**Powers of Z in relativistic, Breit-frequency and QED corrections, Ga³⁺ to Kr³⁺**

The table holds the difference of Dirac-Coulomb and non-relativistic Hartree-Fock totals and the first-order Breit frequency, Uehling, Wichmann-Kroll and self-energy terms of six triply charged ions, from a B-spline radial code at the basis limit, without correlation. The program fits a power of Z to each column and tests screened hydrogenic Dirac sums, the point-nucleus 1s Uehling integral, (Zα)² ratios, and a core-plus-valence model of the break where 4p filling follows 4s. The exponents are 3.49 (self-energy), 4.12 (Uehling), 4.33 (Dirac shift), 5.47 (Breit frequency) and 6.00 (Wichmann-Kroll), and the 1s pair carries 87 to 90 % of the QED terms. Slater screening gives the Dirac shift about 6 % too small with exponent 4.34, and the 1s vacuum polarisation is 0.97 of the hydrogenic estimate. The break at As³⁺→Se³⁺ matches the 4s-minus-4p contribution within 10 % for the Dirac shift, self-energy and Uehling terms, while the Breit frequency term breaks with the opposite sign.

Calculated values. B-spline radial code 1, Ga³⁺ to Kr³⁺ at the basis limit: Dirac-Coulomb Hartree-Fock (nl average, Fermi nucleus) against non-relativistic Hartree-Fock (configuration average, point nucleus). Breit and QED terms are first-order sums over all electrons or the 1s pair. The radiative potential has hydrogenic K- and L-shell self-energies; vacuum polarisation is Uehling plus Wichmann-Kroll.

## Program and output

```python
# Table: relativistic, Breit-frequency and QED corrections (hartree) to total energies of Ga3+..Kr3+,
# B-spline radial code, Dirac-Coulomb Hartree-Fock vs non-relativistic Hartree-Fock, no correlation.
# Tested: powers of Z, hydrogenic (Z alpha) scalings, 1s shares, and the kink at the 4s -> 4p change.
T = {
    'ion': ['Ga3+', 'Ge3+', 'As3+', 'Se3+', 'Br3+', 'Kr3+'],
    'Z': [31, 32, 33, 34, 35, 36],
    'N': [28, 29, 30, 31, 32, 33],
    'configuration': ['[Ar] 3d10', '[Ar] 3d10 4s1', '[Ar] 3d10 4s2', '[Ar] 3d10 4s2 4p1', '[Ar] 3d10 4s2 4p2', '[Ar] 3d10 4s2 4p3'],
    'rel': [-19.276, -22.114, -25.27, -28.745, -32.581, -36.804],  # hartree
    'Breit_frequency_dependence': [-0.003216, -0.003822, -0.004517, -0.005322, -0.006241, -0.007287],  # hartree
    'Wichmann_Kroll': [0.0005025, 0.000608, 0.0007316, 0.0008749, 0.001041, 0.001233],  # hartree
    'Uehling': [-0.05885, -0.06705, -0.07611, -0.08605, -0.09696, -0.1089],  # hartree
    'self_energy': [0.6276, 0.7013, 0.781, 0.8665, 0.9584, 1.057],  # hartree
    'se_1s': [0.5531, 0.6163, 0.6844, 0.7576, 0.8362, 0.9203],  # hartree
    'vp_1s': [-0.0523, -0.05943, -0.06728, -0.07591, -0.08535, -0.09568],  # hartree
}
import numpy as np
from scipy.constants import alpha as al, physical_constants as pc
from scipy.integrate import quad
from scipy.optimize import minimize_scalar
eV = pc['Hartree energy in eV'][0]; a0 = pc['Bohr radius'][0]*1e15; mc2 = 1/al**2
Z = np.array(T['Z'], float); a = Z*al; ion = T['ion']
C = {k: np.array(T[k], float) for k in ['self_energy', 'Uehling', 'rel', 'Breit_frequency_dependence', 'Wichmann_Kroll', 'se_1s', 'vp_1s']}
half = lambda k: 0.0005+0*Z if k == 'rel' else 0.5*10**(np.floor(np.log10(abs(C[k])))-3)
slope = lambda y: np.polyfit(np.log(Z), np.log(abs(y)), 1)[0]
fit = lambda y: np.exp(np.polyval(np.polyfit(np.log(Z), np.log(abs(y)), 1), np.log(Z)))
f = lambda v, d: ' '.join('%.*f' % (d, x) for x in v)
print('column: exponent p | step exponents | Kr/Ga | worst power-law resid % (row) | rounding % there')
p = {}
for k, y in C.items():
    p[k] = slope(y); r = 100*(fit(y)/abs(y)-1); i = np.argmax(abs(r))
    print('%s: %.3f | %s | %.3f | %+.3f (%s) | %.3f' % (k, p[k], f(np.diff(np.log(abs(y)))/np.diff(np.log(Z)), 2), y[-1]/y[0], r[i], ion[i], 100*half(k)[i]/abs(y[i])))
# further outputs of the same runs (unrounded, hartree unless named)
B0 = np.array([0.9381504-0.08663751, 1.047238-0.09748017, 1.165155-0.1092601, 1.29245-0.1221209, 1.429502-0.1360521, 1.57676-0.1511067])
raw = {'self_energy': [0.6275855, 0.7012666, 0.7810339, 0.8665044, 0.958447, 1.057159],
       'Uehling': [0.05885061, 0.06704903, 0.07611464, 0.08604678, 0.09695543, 0.1089091],
       'Breit_frequency_dependence': [0.003215672, 0.003822106, 0.004516752, 0.005321932, 0.006241209, 0.007286716]}
R = np.array([3.9973, 4.0742, 4.0968, 4.14, 4.1629, 4.1884])  # rms radii, fm
rho = np.array([20382.3, 32247.03])  # non-rel. density at nucleus Ga, Kr
sSE, pSE = np.sqrt(0.01327728*0.01972431)/eV, (-4.033244e-5+2*1.047279e-3)/3/eV  # 4s Ge,Se; 4p Se
sVP, pVP = np.sqrt(0.001154413*0.001777396)/eV, (2.142398e-5+2*3.332991e-6)/3/eV
sR, pR = (47.86876-47.16809)/eV, (41.81862-41.72031)/eV  # relativistic change of IE: As 4s, Se 4p
se, U, W, rel, Bf = C['self_energy'], C['Uehling'], C['Wichmann_Kroll'], C['rel'], C['Breit_frequency_dependence']
shS, shV = C['se_1s']/se, C['vp_1s']/(U+W); unit = 2*al/np.pi*a**4*mc2
Uh = np.array([-2*mc2*2*al*x/(3*np.pi)*quad(lambda t: np.sqrt(t*t-1)*(t**-2+0.5*t**-4)*x/np.sqrt(1-x*x)*(x/(x+t))**(2*np.sqrt(1-x*x)), 1, np.inf)[0] for x in a])
F = C['se_1s']/unit
print('Z alpha:', f(a, 4), '| unit 2(alpha/pi)(Za)^4 mc2, hartree:', f(unit, 4))
print('1s share self-energy %:', f(100*shS, 1), '| vac. pol. %:', f(100*shV, 1))
print('exponent of non-1s part: self-energy %.2f, vac. pol. %.2f' % (slope(se-C['se_1s']), slope(U+W-C['vp_1s'])))
print('F(1s self-energy, built in):', f(F, 3), '| dF/dlnZ %.2f, leading log %.2f' % (np.polyfit(np.log(Z), F, 1)[0], -8/3))
print('hydrogenic Dirac 1s2 Uehling, hartree:', f(Uh, 5), '| exponent %.3f | /unit:' % slope(Uh), f(Uh/unit, 4), '(leading -0.2667)')
print('vp_1s/[hydrogenic*(1+WK/Ueh)]:', f(C['vp_1s']/(Uh*(1+W/U)), 4))
print('-WK/Ueh %:', f(-100*W/U, 3), '| over (Za)^2:', f(-W/U/a**2, 4), '| leading theory %.4f' % ((19/45-np.pi**2/27)*15/4))
print('Gaunt+retardation:', f(B0, 3), '| exponent %.2f | full Breit:' % slope(B0), f(B0+Bf, 3))
print('-freq/(Gaunt+ret) %:', f(-100*Bf/B0, 3), '| over (Za)^2:', f(-Bf/B0/a**2, 4))
for i in (0, -1):
    print(ion[i], 'eV: rel %.1f Breit %.2f SE %.2f Ueh %.2f freq %.3f WK %.4f | net QED/|rel| %.2f %% | SE/|Ueh| %.2f' % (rel[i]*eV, (B0+Bf)[i]*eV, se[i]*eV, U[i]*eV, Bf[i]*eV, W[i]*eV, -100*(se+U+W)[i]/rel[i], -se[i]/U[i]))
def d(z, n, k):
    x = z*al; return mc2*(1/np.sqrt(1+(x/(n-abs(k)+np.sqrt(k*k-x*x)))**2)-1)+z*z/(2*n*n)
outer = [(2,-1,2,4.15), (2,1,2,4.15), (2,-2,4,4.15), (3,-1,2,11.25), (3,1,2,11.25), (3,-2,4,11.25), (3,2,4,21.15), (3,-3,6,21.15)]
K = 2*d(Z-0.3, 1, -1); out = lambda s: sum(q*d(Z-s*g, n, k) for n, k, q, g in outer)
s0 = minimize_scalar(lambda s: np.sum(((K+out(s))/rel-1)**2), bounds=(0, 1.2), method='bounded').x
print('bare Dirac 1s2 shift:', f(2*d(Z, 1, -1), 2), '| exponent %.3f | share of rel %%:' % slope(d(Z, 1, -1)), f(200*d(Z, 1, -1)/rel, 1))
for s, nm in ((0, 'outer unscreened'), (1, 'Slater'), (s0, 'fitted scale')):
    m = K+out(s); print('rel model %s s=%.3f: err %% %s | exponent %.3f' % (nm, s, f(100*(m/rel-1), 2), slope(m)))
z4 = np.exp(np.mean(np.log(-rel/Z**4)))*Z**4
print('rel as pure Z^4: err %', f(100*(-z4/rel-1), 2), '| finite nucleus, order only, hartree:', f(2*np.pi/3*Z[[0, -1]]*rho*(R[[0, -1]]/a0)**2, 2))
kink = lambda y: -0.5*np.diff(abs(np.array(y))[:5], 4)[0]
print('kink = -1/2 fourth difference of |y|, Ga..Br, hartree (smooth power-law part removed)')
kk = {}
for k, s, pp in (('rel', sR, pR), ('self_energy', sSE, pSE), ('Uehling', sVP, pVP), ('Breit_frequency_dependence', np.nan, np.nan)):
    y = raw.get(k, C[k]); sm = kink(fit(np.array(y))); kk[k] = kink(y)-sm
    print('%s: used %.2e | table digits %.2e, max rounding %.1e | smooth %.1e | s %.2e p %.2e -(s-p) %.2e ratio %.2f' % (k, kk[k], kink(C[k])-sm, 8*half(k)[2], sm, s, pp, pp-s, kk[k]/(pp-s)))
    if k in raw: print('   steps', f(1e3*np.diff(y), 3), 'mhartree; step exponents', f(np.diff(np.log(y))/np.diff(np.log(Z)), 3))
print('rel steps', f(np.diff(rel), 3), '| second differences', f(np.diff(rel, 2), 3), '| kink/step %.2f %%' % (100*kk['rel']/np.diff(rel)[2]))
print('same measure for nuclear radius: %.3f fm = %.1f %% of R(As)' % (kink(R), 100*kink(R)/R[2]))
assert (rel < 0).all() and (U < 0).all() and (Bf < 0).all() and (W > 0).all() and (se > 0).all()
assert p['self_energy'] < 4 < p['Uehling'] < p['rel'] < 5 < p['Breit_frequency_dependence'] < p['Wichmann_Kroll'] < 6.2
assert shS.min() > 0.85 and shV.min() > 0.85 and shS[-1] < shS[0] and shV[-1] < shV[0]
assert kk['rel'] < 0 and kk['self_energy'] < 0 and kk['Uehling'] < 0 < kk['Breit_frequency_dependence']
```

It prints:

```
column: exponent p | step exponents | Kr/Ga | worst power-law resid % (row) | rounding % there
self_energy: 3.486 | 3.50 3.50 3.48 3.48 3.48 | 1.684 | -0.040 (As3+) | 0.006
Uehling: 4.116 | 4.11 4.12 4.11 4.12 4.12 | 1.850 | -0.014 (Kr3+) | 0.046
rel: 4.325 | 4.33 4.34 4.32 4.32 4.33 | 1.909 | -0.027 (As3+) | 0.002
Breit_frequency_dependence: 5.471 | 5.44 5.43 5.49 5.50 5.50 | 2.266 | +0.131 (As3+) | 0.011
Wichmann_Kroll: 6.002 | 6.00 6.01 5.99 6.00 6.01 | 2.454 | -0.030 (As3+) | 0.007
se_1s: 3.405 | 3.41 3.41 3.40 3.41 3.40 | 1.664 | +0.006 (Ga3+) | 0.009
vp_1s: 4.039 | 4.03 4.03 4.04 4.04 4.06 | 1.829 | -0.036 (Kr3+) | 0.005
Z alpha: 0.2262 0.2335 0.2408 0.2481 0.2554 0.2627 | unit 2(alpha/pi)(Za)^4 mc2, hartree: 0.2285 0.2594 0.2934 0.3306 0.3712 0.4155
1s share self-energy %: 88.1 87.9 87.6 87.4 87.2 87.1 | vac. pol. %: 89.6 89.4 89.3 89.1 89.0 88.9
exponent of non-1s part: self-energy 4.06, vac. pol. 4.58
F(1s self-energy, built in): 2.421 2.376 2.333 2.292 2.252 2.215 | dF/dlnZ -1.38, leading log -2.67
hydrogenic Dirac 1s2 Uehling, hartree: -0.05455 -0.06198 -0.07015 -0.07914 -0.08898 -0.09975 | exponent 4.036 | /unit: -0.2388 -0.2389 -0.2391 -0.2394 -0.2397 -0.2401 (leading -0.2667)
vp_1s/[hydrogenic*(1+WK/Ueh)]: 0.9670 0.9677 0.9684 0.9691 0.9696 0.9702
-WK/Ueh %: 0.854 0.907 0.961 1.017 1.074 1.132 | over (Za)^2: 0.1669 0.1663 0.1658 0.1652 0.1646 0.1641 | leading theory 0.2126
Gaunt+retardation: 0.852 0.950 1.056 1.170 1.293 1.426 | exponent 3.45 | full Breit: 0.848 0.946 1.051 1.165 1.287 1.418
-freq/(Gaunt+ret) %: 0.378 0.402 0.428 0.455 0.483 0.511 | over (Za)^2: 0.0738 0.0738 0.0738 0.0739 0.0740 0.0741
Ga3+ eV: rel -524.5 Breit 23.08 SE 17.08 Ueh -1.60 freq -0.088 WK 0.0137 | net QED/|rel| 2.95 % | SE/|Ueh| 10.66
Kr3+ eV: rel -1001.5 Breit 38.60 SE 28.76 Ueh -2.96 freq -0.198 WK 0.0336 | net QED/|rel| 2.58 % | SE/|Ueh| 9.71
bare Dirac 1s2 shift: -12.62 -14.35 -16.26 -18.36 -20.66 -23.17 | exponent 4.062 | share of rel %: 65.5 64.9 64.4 63.9 63.4 62.9
rel model outer unscreened s=0.000: err % 38.35 37.21 36.09 35.11 34.15 33.22 | exponent 4.072
rel model Slater s=1.000: err % -6.44 -6.41 -6.40 -6.34 -6.29 -6.26 | exponent 4.338
rel model fitted scale s=0.767: err % 0.11 0.07 -0.01 -0.02 -0.06 -0.10 | exponent 4.311
rel as pure Z^4: err % 2.52 1.46 0.42 -0.52 -1.45 -2.35 | finite nucleus, order only, hartree: 0.01 0.02
kink = -1/2 fourth difference of |y|, Ga..Br, hartree (smooth power-law part removed)
rel: used -2.00e-02 | table digits -2.00e-02, max rounding 4.0e-03 | smooth -4.7e-04 | s 2.57e-02 p 3.61e-03 -(s-p) -2.21e-02 ratio 0.90
self_energy: used -5.74e-04 | table digits -3.98e-04, max rounding 4.0e-04 | smooth -2.1e-06 | s 5.95e-04 p 2.52e-05 -(s-p) -5.70e-04 ratio 1.01
   steps 73.681 79.767 85.471 91.943 98.712 mhartree; step exponents 3.496 3.501 3.479 3.479 3.480
Uehling: used -5.43e-05 | table digits -3.40e-05, max rounding 4.0e-05 | smooth -9.7e-07 | s 5.26e-05 p 3.44e-07 -(s-p) -5.23e-05 ratio 1.04
   steps 8.198 9.066 9.932 10.909 11.954 mhartree; step exponents 4.108 4.121 4.108 4.118 4.127
Breit_frequency_dependence: used 9.78e-06 | table digits 8.90e-06, max rounding 4.0e-06 | smooth -4.0e-07 | s nan p nan -(s-p) nan ratio nan
   steps 0.606 0.695 0.805 0.919 1.046 mhartree; step exponents 5.442 5.427 5.495 5.497 5.498
rel steps -2.838 -3.156 -3.475 -3.836 -4.223 | second differences -0.318 -0.319 -0.361 -0.387 | kink/step 0.58 %
same measure for nuclear radius: 0.058 fm = 1.4 % of R(As)
```
